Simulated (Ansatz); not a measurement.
Ti: energy above lowest point and pressure against volume scale

Free energy against uniform scaling of the volume at fixed shape and fractions; periodic cell, basis, potentials, k mesh and filling as listed. The results are calculated, by Ansatz 0.2.0.

The cell before it is scaled or strained (space group Fm-3m, No. 225):
```
Ti
1.0
      0.0000     2.0300     2.0300
      2.0300     0.0000     2.0300
      2.0300     2.0300     0.0000
Ti
1
Direct
  0.00000 0.00000 0.00000
```

Settings of every row: functional PBEsol; dispersion none; potentials PAW; wave cutoff 500 eV; density cutoff 2000 eV; k mesh 10x10x10; k shift 0x0x0; occupations fermi dirac; smearing width 0.15 eV; spin none.

Limits: coarse k mesh, up to 40 meV an atom off.

```csv
row,volume scale,V (Å³/atom),energy above lowest point (meV/atom),pressure (GPa)
1,0.94,15.727,25.4,8.13
2,0.96,16.062,11.4,5.29
3,0.98,16.396,3.1,2.69
4,1,16.731,0,0.32
5,1.02,17.065,1.6,-1.86
6,1.04,17.4,?,?
7,1.06,17.735,17.6,-5.67
```

Question: what energy above lowest point and pressure should row 6 give?

Worked fit of energy above lowest point. Take u = (V_r/V)^(2/3) − 1 with V_r = 16.564 Å³ an atom, which is twice the finite (Eulerian) strain; such expansions in the strain, on which the Birch-Murnaghan equation of state is built, carry the rest volume and the bulk modulus. The shown rows have u = 0.03517, 0.02073, 0.00682, -0.00667, -0.01967, -0.04452. Least squares give energy above lowest point = 0.92 + 229.8 × u + 13399 × u² − 4020 × u³ meV/atom; a parabola predicts inner rows, each left out in turn, worse (root mean square 0.082 against 0.025 meV/atom). All shown rows lie on it to the printed digit. Its lowest point lies at u = -0.0085, or V = 16.78 Å³ an atom, and the curvature there gives the bulk modulus at fixed shape and fractions, B = (4/9)(1 + u)² E″(u)/V = 113 GPa. The withheld row has u = -0.03229, so the fit gives 0.92 + 229.8 × (-0.03229) + 13399 × (-0.03229)² − 4020 × (-0.03229)³ = 7.6 meV/atom.

The calculation gave 7.6 meV/atom. The fit meets it to the printed digit.

Worked fit of pressure. Take u = (V_r/V)^(2/3) − 1 with V_r = 16.564 Å³ an atom, which is twice the finite (Eulerian) strain; such expansions in the strain, on which the Birch-Murnaghan equation of state is built, carry the rest volume and the bulk modulus. The shown rows have u = 0.03517, 0.02073, 0.00682, -0.00667, -0.01967, -0.04452. Least squares give pressure = 1.475 + 176.53 × u + 360.4 × u² GPa; a straight line predicts inner rows, each left out in turn, worse (root mean square 0.23 against 0.0067 GPa). The rows lie off it by 0.00, 0.00, -0.01, 0.01, 0.00, 0.00. The pressure vanishes at u = -0.0085, or V = 16.78 Å³ an atom, and there the bulk modulus at fixed shape and fractions is B = −V dP/dV = (2/3)(1 + u) dP/du = 113 GPa. The withheld row has u = -0.03229, so the fit gives 1.475 + 176.53 × (-0.03229) + 360.4 × (-0.03229)² = -3.85 GPa.

The calculation gave -3.85 GPa. The fit meets it to the printed digit.
